**Problem: core levels of germanium by orbital energy, by ΔSCF and against measured edges**

The energy needed to remove an electron from a shell can be taken as the negative orbital energy $-\varepsilon$ of the neutral atom. It can also be taken by ΔSCF, the difference between two self-consistent total energies, ion with the hole less neutral atom. The labels are K = 1s; L1, L2, L3 = 2s, 2p$_{1/2}$, 2p$_{3/2}$; M1 to M5 = 3s, 3p$_{1/2}$, 3p$_{3/2}$, 3d$_{3/2}$, 3d$_{5/2}$; N1 = 4s; N23 = 4p averaged over $j$. The problem follows the rows K, L1 and M4.

Free Ge atom with a Fermi nucleus, from a radial B-spline solver: Dirac-Fock averaged over the configuration, and spherical, spin-unpolarised Dirac-Kohn-Sham (LDA with VWN correlation, PBE) without Breit or QED terms. ΔSCF energies count from the vacuum level; ε is the neutral atom's eigenvalue. The screened hole has one more valence electron, to model an edge from the Fermi level.

```
shell  Dirac-Fock ΔSCF with Breit and QED (eV)  Breit and QED part of it (eV)  LDA ΔSCF less Dirac-Fock (eV)  LDA: ΔSCF less (−ε) (eV)  PBE ΔSCF less Dirac-Fock (eV)  PBE: ΔSCF less (−ε) (eV)  Dirac-Fock, screened hole (eV)  measured edge (eV)
    K                                  11111.9                         -22.36                           20.6                     194.7                           41.2                     195.3                         11103.5               11103
   L1                                   1426.3                          -1.87                          -28.1                      29.3                          -26.0                      29.1                          1418.0              1414.6
   L2                                   1257.5                          -1.82                           -2.1                      36.5                           -1.5                      36.4                             n/a                 n/a
   L3                                   1226.3                          -1.22                           -3.7                      35.5                           -3.1                      35.4                          1218.0                1217
   M1                                    193.4                          -0.22                          -15.3                      10.4                          -14.6                      10.3                           185.1               180.1
   M2                                    136.8                          -0.18                           -8.3                      10.2                           -8.1                      10.2                             n/a                 n/a
   M3                                    132.5                          -0.10                           -8.4                      10.1                           -8.2                      10.1                           124.2               120.8
   M4                                     36.7                           0.01                            2.6                       9.4                            2.4                       9.4                            28.4                29.8
   M5                                     36.2                           0.04                            2.5                       9.4                            2.3                       9.4                            27.9                29.2
   N1                                     14.7                          -0.01                            1.7                       4.5                            1.5                       4.4                             n/a                 n/a
  N23                                      6.9                           0.00                            0.8                       3.6                            0.6                       3.5                             n/a                 n/a
```

**(a)** How far does $-\varepsilon$ of LDA and PBE lie from the ΔSCF value of the same functional? Decide whether the gap is orbital relaxation, and estimate it for the K shell without adjustable parameters.

**Solution.** The gap, ΔSCF less $(-\varepsilon)$, is positive in all eleven rows for both functionals, so the eigenvalues are too shallow. For LDA it is 194.7 eV at K, 29.3 eV at L1 and 9.4 eV at M4. Relative to the ΔSCF value it grows outwards, from 1.7 % at K to 24 % at M4 and 47 % at N23. PBE differs from LDA by at most 0.6 eV, so the gradient correction leaves the gap as it is.

Relaxation has the wrong sign. When the remaining electrons contract round the hole, the ion's energy falls and the binding energy becomes smaller than the frozen-orbital value. The Dirac-Fock calculation shows this: its Koopmans value for K is 11185.7 eV, and relaxation contributes −51.5 eV (−26.5 eV for L1). The Dirac-Fock eigenvalue is too deep, whereas the LDA one, $11132.5 - 194.7 = 10937.8$ eV, is too shallow.

Janak's theorem locates the gap. With $f$ the occupation of the level, $\varepsilon(f) = \partial E/\partial f$, so the ΔSCF energy is $-\varepsilon$ averaged over the removal of one electron. If $\varepsilon$ is nearly linear in $f$, that average equals $-\varepsilon$ with half an electron removed, and the gap is half the slope $d\varepsilon/df$. LDA eigenvalues computed in that half-ionised state agree with ΔSCF within 0.3 eV in every row. This confirms near-linearity and shows that the gap is the drift of the eigenvalue with occupation, without saying why the drift is large.

For the cause, take a frozen hydrogenic 1s orbital of charge $Z = 32$ holding $f$ electrons. Its Coulomb self-repulsion is $J = \tfrac58 Z$ hartree $= 20$ hartree $= 544$ eV. The Hartree energy is $\tfrac12 f^2 J$, and Slater exchange without spin polarisation is $-c f^{4/3}$, where integrating $|\phi|^{8/3}$ gives

$$c = \tfrac34\left(\tfrac{3}{\pi}\right)^{1/3}\tfrac{27}{64}\,\pi^{-1/3} Z = 0.2127\,Z \text{ hartree} = 185 \text{ eV}.$$

Terms linear in $f$ drop out of the gap, which leaves

$$E(1) - E(2) + \varepsilon(2) = \tfrac12 J - c\left[1 - 2^{4/3} + \tfrac43\,2^{1/3}\right] = 272 - 0.160 \times 185 = 242 \text{ eV}.$$

In Hartree-Fock the exchange term removes each electron's repulsion with itself, and the same combination is zero (Koopmans' theorem). Slater exchange takes back only 30 of the 272 eV. The remainder is self-interaction: the electron in the neutral atom sits in a potential that includes much of its own charge, and that charge vanishes as the level is emptied. Relaxation adds to this with its negative sign. Borrowing the Dirac-Fock value gives $242 - 51.5 \approx 191$ eV, which is 4 eV or 2 % below the LDA value in the table.

Nothing was fitted, and only K was estimated. The agreement is closer than the model deserves, since the orbital is non-relativistic and unscreened, the other electrons' density is left out of the exchange term, and the relaxation belongs to another method. It supports self-interaction as the main cause for K.

For the outer shells the argument is qualitative, and relaxation weighs more: at L1 the Dirac-Fock value of −26.5 eV is nearly as large as the gap itself, so the gap there is a difference of two comparable terms. Self-repulsion scales as the inverse size of the orbital, so the gap sorts by principal quantum number, as the table shows: 29 to 37 eV for L, 9.4 to 10.4 eV for M, about 4 eV for N. Shells of very different binding energy, such as M1 and M5, share nearly the same gap because they occupy the same region of the atom. The decrease is not strict, since L1 lies below L2 and L3, in line with the more extended charge of a 2s orbital with its radial node. For a neighbouring element the frozen K gap scales as $Z$ and the binding roughly as $Z^2$, so the error of the K eigenvalue should grow in eV and shrink in per cent as $Z$ rises.

**(b)** The columns of LDA and PBE ΔSCF less Dirac-Fock have their large entries at K and L1. Which of these are faults of the functional, and how can that be decided when Dirac-Fock is itself approximate?

**Solution.** The columns compare unlike Hamiltonians, because only Dirac-Fock holds the Breit interaction (magnetic and retardation corrections to the electron repulsion) and the QED terms. Removing that part from Dirac-Fock amounts to adding the second column, with its sign, to the differences. At K the part is −22.36 eV, mostly the magnetic Gaunt term and, at about half its size, the self-energy. LDA then goes from +20.6 to −1.8 eV and PBE from +41.2 to +18.8 eV. The whole K excess of LDA comes from the terms left out of its Hamiltonian, and only about half of that of PBE does. These terms act close to the nucleus and sum to less than 2 eV in all other rows, so L1 changes little: it becomes −30.0 eV for LDA and −27.9 eV for PBE, the largest like-for-like difference in eV, against −3.9 eV for LDA at L2.

Splittings between shells decide which method is at fault, because a reference shift common to both levels cancels and measured edges can be used directly (part (c) tests that assumption). The measured L1−L3 splitting is 197.6 eV. Dirac-Fock is 2.4 eV above it. LDA is 22.6 eV and PBE 21.1 eV below it, after both are given the Breit and QED part of Dirac-Fock. M1−M3 repeats the pattern on a smaller scale, with Dirac-Fock 1.6 eV high and LDA 5.4 eV low. The 2s and 3s levels are therefore placed too shallow, relative to the p levels, by the functionals.

The eigenvalues narrow the cause. The LDA values of $-\varepsilon$ for L1 and L3 differ by $1368.9 - 1187.1 = 181.8$ eV, the Dirac-Fock Koopmans values by $1454.7 - 1255.8 = 198.9$ eV. Much of the shortfall is thus present in the neutral atom before any hole is made. The comparison is not like for like, since the LDA eigenvalues carry the gap of part (a), which is larger for 2p. Going to ΔSCF takes 6.2 eV from the LDA splitting, while relaxation adds 1.8 eV to the Dirac-Fock one. Kohn-Sham orbitals all move in one local potential built from the density, whereas Fock exchange acts on each orbital according to its overlap with every other orbital of the same spin. That this difference is what deepens 2s against 2p in Dirac-Fock is a plausible guess that the table does not test. It does show that a gradient correction moves L1 by only 2.1 eV.

The small LDA error at K should be distrusted, and the orbital of part (a) shows why. Exact exchange is $-J = -0.625\,Z$ hartree for the 1s pair and $-J/2 = -0.3125\,Z$ for the single electron left in the ion. Slater exchange gives $-2^{4/3}c = -0.536\,Z$ for the pair and, without spin polarisation, $-c = -0.213\,Z$ for the ion. Each falls short by about $0.1\,Z$ hartree, many tens of eV, and the two shortfalls nearly cancel in the difference. The ion's shortfall is that large because the remaining electron is treated as half an electron of each spin; letting it polarise multiplies its exchange by $2^{1/3}$ and lowers the ion by some tens of eV in this model. A gradient correction strengthens exchange, more for the pair than for the single electron, and so raises the binding energy. PBE lies 20.6 eV above LDA at K, which has the sign that this argument requires, and it misses the measured K−L3 splitting by 22.8 eV where LDA misses by 2.8 eV. The cancellation is argued from a crude orbital and is untested, but it means that the ranking of LDA above PBE at K may be an artefact of the unpolarised hole and should not be carried over to spin-polarised work.

From M4 outwards the like-for-like differences turn positive, +2.6 eV for LDA at M4, and Dirac-Fock stops being a benchmark. The measured M3−M5 splitting of 91.6 eV falls between the methods, with Dirac-Fock 4.7 eV above and LDA 6.3 eV below.

**(c)** Dirac-Fock binding energies exceed the measured edges (tables of xraydb and xraylib) in all seven rows that have one. How much of this is an error of the method, and what does the screened hole repair?

**Solution.** The excess runs from 6.9 eV at M4 to 13.3 eV at M1, and most of it is a change of system and of zero: a free atom ionised to the vacuum level is set against a solid measured from the Fermi level. The screened hole lowers the Dirac-Fock value by 8.3 to 8.4 eV in all seven rows, although their binding energies run from 36 eV to 11 keV. Theory accounts for the constancy by the equivalent-core picture. The added electron enters the 4p shell, which lies almost wholly outside any K, L or M hole, so it sees one more unit of core charge wherever the hole sits and is bound as in the next element. A shift of a valence binding energy's size, independent of the shell, should hold likewise for neighbouring elements. Within this model it justifies the use of splittings in part (b).

A uniform shift cannot repair an error that depends on the shell. Screened less measured is +0.5 eV at K, equal to the rounding of a value given to whole eV and so without meaning, and +1.0 eV at L3, little more. L1 and M3 are 3.4 eV high and M1 5.0 eV high, while M4 and M5 are 1.4 and 1.3 eV low. An atom with one extra electron is a coarse model of a semiconductor, so an unknown common offset may remain in all of these. The spread of 6.4 eV between M1 and M4 is unaffected by such an offset and must come from effects that depend on the shell.

Dirac-Fock holds no correlation, and two standard correlation effects of opposite sign fit the pattern of the M rows, though neither is tested here; the excess at L1 is left open. A hole in 3s or 3p lies well above the threshold for two holes in 3d and couples strongly to that continuum (super-Coster-Kronig decay), and a 3s hole also lies near configurations with holes in 3p and 3d plus an excited electron; mixing with them shifts the ionic level and is a known reason why a single configuration overestimates these binding energies. Removing an electron from the full 3d shell, on the other hand, breaks correlated pairs, so the neutral atom has more correlation energy than the ion and an uncorrelated method underbinds. The positive difference of the functionals at M4 and M5 has the sign of this second effect. So does N23, where Dirac-Fock lies 1.0 eV below the measured ionisation energy of 7.90 eV and LDA about 0.3 eV below. There the averaged 4p² configuration also lies above the ³P₀ ground level, which lowers the computed value, and the two causes are not separated.

Mixing the references produces agreements that mean nothing. The LDA ΔSCF value for M1 lies only 2.0 eV below the measured 180.1 eV. Giving it the Breit and QED part and the screening shift of Dirac-Fock turns this into $-15.5 + 5.0 = -10.5$ eV, on the assumption that the shift carries over to LDA. The shift is a 4p binding energy, and LDA binds 4p 0.8 eV more strongly than Dirac-Fock, so the LDA shift and the miss should both be somewhat larger. The LDA eigenvalue of M4, 29.9 eV, nearly equals the measured 29.8 eV because its gap of 9.4 eV is close in size to the screening shift. The match is confined to the 3d rows. At M1 and M3 the gap is of similar size, but there the LDA ΔSCF value is itself too low. At K the gap far exceeds the shift, and the same comparison misses the edge by $11103 - 10937.8 \approx 165$ eV.
